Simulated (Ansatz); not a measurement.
# Abstraction of Cl: C2HCl3Si + C2H5Si → C2HCl2Si + C2H5ClSi

Species: C2HCl3Si `C#C[Si](Cl)(Cl)Cl`, singlet; C2H5Si `C=C[SiH2]`, doublet; C2HCl2Si `C#C[Si](Cl)Cl`, doublet; C2H5ClSi `C=C[SiH2]Cl`, singlet. A radical takes Cl: the energy is the difference in strength between two Si–Cl bonds in different surroundings.

Shapes, held fixed at every level: PBE0-D4/def2-TZVP. Flexible molecules stand in one conformer, not always the lowest. Programs: Ansatz 0.2.0. The zero-point and thermal change to 298 K, harmonic and unscaled (PBE0-D4/def2-TZVP), is +3.6 kJ/mol.

```csv
level,kind,ΔH(298 K) (kJ/mol)
HF/def2-TZVPP,Hartree–Fock,+1.2
SPW92/def2-TZVPP,LDA,+7.8
PBE-D4/def2-TZVPP,GGA,+4.9
r2SCAN-D4/def2-TZVPP,meta-GGA,+7.0
PBE0-D4/def2-TZVPP,global hybrid,+6.2
wB97M-V/def2-TZVPP,range-separated hybrid,+6.9
B2PLYP/def2-TZVPP,double hybrid,+1.3
```

B2PLYP/def2-TZVPP gives ΔH(298 K) = +1.3 kJ/mol; the levels span +1.2 to +7.8. That is about zero within the method's error. The median of the levels is +6.2. No measured value is set beside it here. Spin contamination: C2H5Si (⟨S²⟩ up to 0.90). Open shells run unrestricted.

The chlorine transfer is close to thermoneutral: the Si–Cl bond broken in the ethynyltrichlorosilane and the one formed in the vinylchlorosilane are nearly equal in strength. Although every level gives a positive enthalpy, the sign is not purely electronic. At Hartree–Fock and B2PLYP the vibrational and thermal term of +3.6 kJ/mol exceeds the total, so the underlying electronic change is slightly exothermic there, whereas it is endothermic at the other levels.

The near balance fits the chemistry of silyl radicals. One polar Si–Cl bond replaces another, and the unpaired electron sits largely in a silicon-centred orbital, whose pyramidal geometry and diffuse character limit conjugation with a neighbouring vinyl or ethynyl group. The additional chlorines alter both the parent silane and its radical, so their effects probably cancel in part. The results therefore support similar bond strengths but not a secure ordering of the two. Nor does the small reaction enthalpy imply rapid exchange, since the barrier to chlorine transfer is a separate quantity.
